The energy change is the free energy of a strained crystal less that of the undisturbed one, per atom. Here fcc titanium is stretched along $x$ by a fraction $e$, the strain, and squeezed along $y$ by the same fraction, while $z$ keeps its length. The stress in the table is the tension along $x$ less the tension along $y$, and the pressure is the average over all three axes. Everything comes from density functional theory with the PBEsol functional. Titanium is ordinarily hexagonal, so these numbers describe its fcc form and not the metal of a workshop.

Fcc Ti (a = 4.060 Å, not relaxed) strained by e along x and −e along y, computed with Ansatz 0.2.0 (PBEsol, plane-wave PAW, scalar-relativistic, no spin polarisation, 420 eV cutoff, 20×20×20 k mesh, 0.15 eV Gaussian smearing). Energies are free energies relative to zero strain; stress is tension along x less that along y; pressure is positive in compression.

```
strain  energy change (meV/atom)  tensile stress along pattern (GPa)  pressure (GPa)
 -0.06                      11.8                               -3.40            0.01
 -0.03                       3.2                               -1.97           -0.21
     0                       0.0                                0.00           -0.28
0.0075                       0.2                                0.54           -0.28
 0.015                       0.8                                1.05           -0.26
0.0225                       1.8                                1.52           -0.24
0.0375                       4.9                                2.39           -0.17
 0.045                       6.9                                2.78           -0.11
0.0525                       9.2                                3.12           -0.05
```

**Why the sign of the strain drops out**

Only the row of zero strain is cubic, Fm-3m; every strained row is orthorhombic, Fmmm. In the undisturbed crystal every atom has twelve equal neighbours. The strain moves four of them away, brings four closer and leaves the last four almost where they were. Reversing the strain only exchanges the two groups, because $x$ and $y$ are equivalent in a cubic crystal. The rows at −0.06 and −0.03 therefore belong at +0.06 and +0.03. Read in that order, the energy climbs steadily and the apparent irregularity is gone.

The same exchange explains why the curve starts as a parabola. A bond resists shortening more than lengthening, which by itself would make the energy lopsided. Here each bond that shortens has a partner that lengthens, and the lopsided parts cancel. What remains to lowest order is

$$E = V\,(C_{11}-C_{12})\,e^2, \qquad \sigma = 2\,(C_{11}-C_{12})\,e,$$

where $E$ is the energy change, $V$ the volume of an atom, $\sigma$ the stress of the table, and $C_{11}$ and $C_{12}$ are elastic constants of the cubic crystal.

**The estimate worked through**

The smallest strain, 0.0075, carries a stress of 0.54 GPa. Their ratio is 72 GPa, and half of it gives $C_{11}-C_{12} = 36$ GPa. This one constant should now predict the largest strain, a row that played no part in finding it. With $V = 16.73$ Å³ and 1 eV/Å³ = 160.2 GPa,

$$E(0.06) = \frac{16.73 \times 36 \times 0.06^2}{160.2}\ \text{eV} \approx 13.5\ \text{meV}.$$

The calculation gives 11.8 meV, so the parabola is about 15 % too high. For the stress it does worse: $72 \times 0.06$ is 4.3 GPa, against a computed size of 3.40 GPa. The crystal softens as it is sheared, and stress divided by strain falls at every step in the size of the strain. Between the two largest strains the stress grows at only 37 GPa per unit strain, about half the initial rate. It is still growing there, so the scan ends before the greatest stress on this path. Whether the crystal would give way sooner by some other distortion was not tested.

**The softening starts early**

Since the energy is the same for both signs of strain, the next term after $e^2$ is $e^4$. Stress divided by strain should then fall in proportion to $e^2$, and each doubling of the strain should bring four times the previous fall. From 0.015 to 0.03 the ratio drops by 4.3 GPa, and from 0.03 to 0.06 by 9.0 GPa. That is about twice as much, not four times. The softening thus sets in earlier than a single $e^4$ correction allows.

The output below the text shows the same in two fits to the free energies of all nine rows. A curve with $e^2$ and $|e|^3$ misses them by about a quarter as much as one with $e^2$ and $e^4$. The $|e|^3$ term is only a convenient description, because a smooth energy that is even in $e$ has no such term. Its success shows that even powers beyond $e^4$ already matter within a few per cent of strain.

**What the electrons may be doing**

A metal can ease a shear in a way that springs between atoms cannot. The strain raises some electron states at the Fermi level, the border between filled and empty states, and lowers others. Electrons move from the raised states to the lowered ones, which refunds part of the elastic cost. For shifts of a given size, more states near the border mean a larger refund and a softer crystal.

Theory also suggests why this would show so early. The d bands of titanium are several electronvolts wide and depend steeply on bond length, so a strain of a few per cent should shift states by something like a tenth of an electronvolt or more. That is comparable with the smearing of 0.15 eV, the width over which the calculation blurs the border between filled and empty states. Once the shifts reach that width, a short series in $e$ loses its grip.

The same runs hold a clue that points this way. They also give energies extrapolated to zero smearing, and the gap between these and the free energies widens as the strain grows. For a smooth density of states, such a widening means that more states gather near the Fermi level, which would favour softening. Ordinary bonds can also lose stiffness under shear, because they are not ideal springs, so how much of the softening comes from the electrons at the Fermi level remains a guess.

Smearing does not seem to be the reason why the stiffness falls with strain. Energy divided by $e^2$ falls by 13 % between the smallest and the largest strain in the free energies, and by about 20 % in the extrapolated ones, so the blurring seems to hide part of the effect. What smearing does lower is the stiffness as a whole: at the smallest strain $C_{11}-C_{12}$ is 36 GPa with smearing and 44 GPa after extrapolation. Smearing acts directly only on states near the Fermi level, so the stiffness must be sensitive to them. Smearing alone therefore makes a shear modulus taken from the table uncertain by roughly a fifth.

**Why the pressure climbs**

Stretching one edge by $1+e$ and shortening another by $1-e$ multiplies the volume by $1-e^2$. The cell therefore shrinks slightly for either sign of strain, and the pressure rises. It starts below zero because the undisturbed cell was not relaxed and is slightly too large for this functional. With a bulk modulus of very roughly 110 GPa, a recalled figure, the shrinkage at 0.06 should add 0.4 GPa; the table shows a rise of 0.29 GPa. The smaller volume thus accounts for the direction and the rough size, though shear can also change the pressure at fixed volume.

The pressure of 0.01 GPa in the row at −0.06 does not mark a crystal at rest. It is the average of a compression of 1.7 GPa along $x$, a tension of nearly the same size along $y$ and almost nothing along $z$. A reading of zero pressure can hide a heavily sheared material.

**What would settle the cause**

The open question is whether states at the Fermi level really cause the early softening. Densities of states at strains of 0 and 0.03 would show whether they gather there as supposed. Repeating the scan with less smearing and a finer k mesh would show whether the early fall in stiffness survives.

Output of the analysis:

```
Resistance to the shear (0 at zero strain means undefined):
     row  stress/strain GPa  free energy/(V e2) GPa  zero-smearing energy/(V e2) GPa  smearing difference/e2 eV
   -0.06              56.67                   31.35                            35.34                     0.4172
   -0.03              65.67                   34.01                            38.55                      0.474
     0.0                  0                       0                                0                          0
  0.0075                 72                   36.05                            43.91                     0.8206
   0.015                 70                   35.49                            42.13                     0.6936
  0.0225              67.56                   34.75                            40.11                       0.56
  0.0375              63.73                   33.35                             37.6                     0.4442
   0.045              61.78                   32.72                            36.97                     0.4434
  0.0525              59.43                   32.07                            36.27                     0.4393
C11-C12 from the free energy at strain 0.0075, GPa: 36.05
C' (half of it), GPa: 18.02
C11-C12 from the zero-smearing energy at strain 0.0075, GPa: 43.91
slope of free energy per volume from 0.045 to 0.0525, GPa: 2.949
mean stress of the same two rows, GPa: 2.95
fall of stress/strain from 0.015 to 0.03, GPa: 4.333
fall of stress/strain from 0.03 to 0.06, GPa: 9
second fall over first (4 if the e2 correction sufficed): 2.077
slope of stress from 0.0525 to 0.06, GPa: 37.33
fall of free energy/e2 from 0.0075 to 0.06, percent: 13.03
fall of zero-smearing energy/e2 from 0.0075 to 0.06, percent: 19.5
rough growth of states at the Fermi level up to 0.06, per eV and atom: 0.267
pressure rise from zero strain to 0.06, GPa: 0.29
pressure rise expected from the smaller volume, GPa: 0.396
fit of F on 9 rows: coefficient of size**2 3624 +/- 12, coefficient of size**4 -98361 +/- 4034; rms 0.0156, worst 0.0225 -0.0275, leave-one-out rms 0.0297
fit of F on 9 rows: coefficient of size**2 3839 +/- 5.4, coefficient of size**3 -9393 +/- 102; rms 0.00413, worst 0.0525 -0.00836, leave-one-out rms 0.00916
```
